If you are setting up a fracture model for molybdenum, you have to decide which atomic-scale number should control it: the energy needed to part two planes of atoms, or the largest stress the planes can withstand. The calculation below gives both for a cut between {110} planes, the most densely packed planes of a bcc metal. The energy levels off near 6.5 J/m² and the stress peaks near 40 GPa. They answer different questions, because the stress has its peak early in the separation, when most of the energy is still to be spent.

Rigid opening of bcc Mo (a = 3.142 Å, not relaxed at this level) between {110} planes, in blocks four layers thick. Computed with Ansatz 0.2.0 using PBEsol and plane-wave PAW, scalar-relativistic, without spin polarisation; cutoff 420 eV, k mesh 18×18×6, Gaussian smearing of 0.15 eV. Energies are free energies per area of cut, relative to the undisturbed crystal.

```
opening (Å)  separation energy (mJ/m²)  traction (GPa (slope of the separation energy))
       -0.3                      843.9                                           -68.12
      -0.15                      155.6                                           -26.04
          0                          0                                             3.45
       0.25                      477.2                                            30.76
        0.5                       1386                                            39.72
       0.75                       2386                                            39.27
          1                       3314                                            34.50
        1.5                       4726                                            22.06
          2                       5572                                            12.46
          3                       6272                                             3.24
        4.5                       6454                                             0.22
          6                       6464                                             0.01
```

The opening is the distance added between two blocks of crystal, with the atoms held in place inside each block. The separation energy is the work spent per area of cut, counted from the undisturbed crystal. The traction is the slope of that energy, which is the pull per area needed to hold the blocks at a given opening. A negative traction means that the blocks have to be pushed together. The undisturbed crystal is cubic; in every other row the changed gap lowers the symmetry.

At the natural spacing two influences cancel. The d electrons of atoms on both sides of the cut share bonding states, which draws the blocks together, while the crowding of electrons between the atoms pushes them apart. The repulsion has the shorter range, so it fades first when the gap opens. The net pull therefore grows even though each bond across the cut is already getting weaker. This balance is standard theory of metallic bonding; the table itself shows only the net result.

Once most of the repulsion has gone, the pull can only follow the bonding, and that fades as the electron clouds of the two faces cease to overlap. The traction drops to 22 GPa at an opening of 1.5 Å and to 3 GPa at 3 Å. The levelling of the energy is the same event seen as a running total: when the pull has gone, further opening costs no more work. The functional lacks the weak long-range van der Waals attraction, so the nearly zero traction at 6 Å should not be used for adhesion across a narrow gap.

The geometry shows what is being broken. Each atom at the cut loses two of its eight nearest neighbours and two of its six second neighbours, while its other bonds stay in place. Near the peak of the traction the nearest neighbours across the cut have moved from 2.72 Å to about 3.2 Å apart. The strongest pull thus belongs to bonds that are well stretched but far from broken.

The stiffness tells the same story. In the first step of opening, the traction rises by 109 GPa per Å; in the next step it rises by only 36 GPa per Å. On the squeezed side the stiffness is much higher, because there the repulsion grows steeply. A straight line drawn from small openings would therefore overshoot the peak badly, and a linear spring is a poor stand-in for this interface well before the peak is reached.

The two largest tractions, at 0.5 and 0.75 Å, differ by only 0.45 GPa. They are nearly equal because they stand on either flank of the top, which neither row hits. The energy shows this, for it rises by 1000 mJ/m² over this 0.25 Å, a mean traction of 40 GPa that exceeds both end values. The top therefore lies inside the interval, slightly above that mean, and a little towards 0.5 Å, where the traction is the larger of the two. Its height should not be trusted to better than about 0.5 GPa, the amount by which stresses that should be equal differ in the undisturbed cubic crystal.

A simple model joins the peak to the final energy. Let W be the final separation energy, d the opening, d₀ the opening at which the traction vanishes, and L a length that measures how far the bonding reaches. The universal binding curve, a form that suits many metals, then reads

u = (d − d₀)/L

energy = W [1 − (1 + u) exp(−u)]

traction = (W/L) u exp(−u)

The energy is counted here from the balance point. In the traction, the factor u describes how the pull builds up as the blocks leave that point, and the exponential describes the fading overlap. Their product is largest at u = 1, where it gives

peak traction = W/(2.72 L)

For the same energy, bonding of longer reach thus gives a lower peak at a wider opening.

Here is the estimate in full. The last row gives W = 6.46 J/m², and the energy rise between 0.5 and 0.75 Å gives the peak of 40 GPa. Hence

L = 6.46 J/m² / (2.72 × 40 GPa) = 0.59 Å

The traction vanishes at d₀ = −0.02 Å, so the peak should come at an opening of about 0.58 Å, inside the expected interval. At 1 Å, a row that was not used to find L, the curve predicts 3.30 J/m² and the calculation gives 3.31 J/m².

Over all opened rows the curve stays within 2 % of the computed energy. Some of this agreement is built in, since the last row sets W and two other rows set the peak. The tail is less well caught: from 4.5 to 6 Å the curve still gains 25 mJ/m² where the calculation gains 10, so the real pull dies out faster. The curve fails on the squeezed side, where the interface is softer than the curve, which overestimates the energy at −0.3 Å by 19 %. The length L was taken from the pulling side, and nothing obliges the repulsion to follow the same length. Use the curve for opening, not for contact under pressure.

For fracture, the most useful consequence is how little work has been done when the traction peaks. At 0.5 Å only 21 % of the final energy has been spent, and at 0.75 Å 37 %. Under a constant load the blocks would fly apart once the peak is passed, because the resistance only falls from there. If the opening is controlled instead, most of the work still has to be supplied after the peak. A model that deletes the bond at peak stress would therefore miss most of the energy of separation.

The row at zero opening looks odd, because an undisturbed crystal should need no pull, yet the traction there is 3.45 GPa. The starting crystal was not relaxed with this functional and is slightly stretched, so its planes already draw together. The point of zero traction lies only about 0.02 Å to the closed side, and its energy is lower by only a few mJ/m². This traction belongs to the chosen starting cell and is not a residual stress of molybdenum. For the final energy the shift is negligible.

The final energy itself needs more care. It belongs to two new faces, so each costs about 3.2 J/m², or 1.4 eV per face atom, with the atoms frozen in place. The forces show that this is not the end of the process. At openings from 0.25 to 1.5 Å a face atom is drawn towards the gap, but from 2 Å on it is drawn into its own block, at the end with 0.79 eV/Å. The usual reading for metal surfaces is that an atom which has lost neighbours on one side binds more strongly to those that remain; the calculation shows only the force. If the atoms were allowed to move, they would follow that force and lower the final energy.

In practice, let the energy decide whether a crack can advance, and use the peak together with L only to shape the law that links traction to opening. Both belong to rigid blocks and are expected to change once the atoms may move. Do not enter 40 GPa as the strength of molybdenum. It is the limit for two perfect planes parted all at once, whereas real metal slips along dislocations and breaks from flaws that concentrate the stress. A real crack also spends energy on plastic deformation, which has to be added to the energy of the new faces.

Before the final energy goes into a design calculation, it should be recomputed with relaxed atoms and a thicker slab. The blocks here are only four layers thick, and no other thickness was tried. The PAW dataset was made for the PBE functional, not for PBEsol, and the effect of this mismatch was not tested. Relaxation can only lower the energy of the separated slab, but by how much, and whether more layers would shift the result further, remains open.
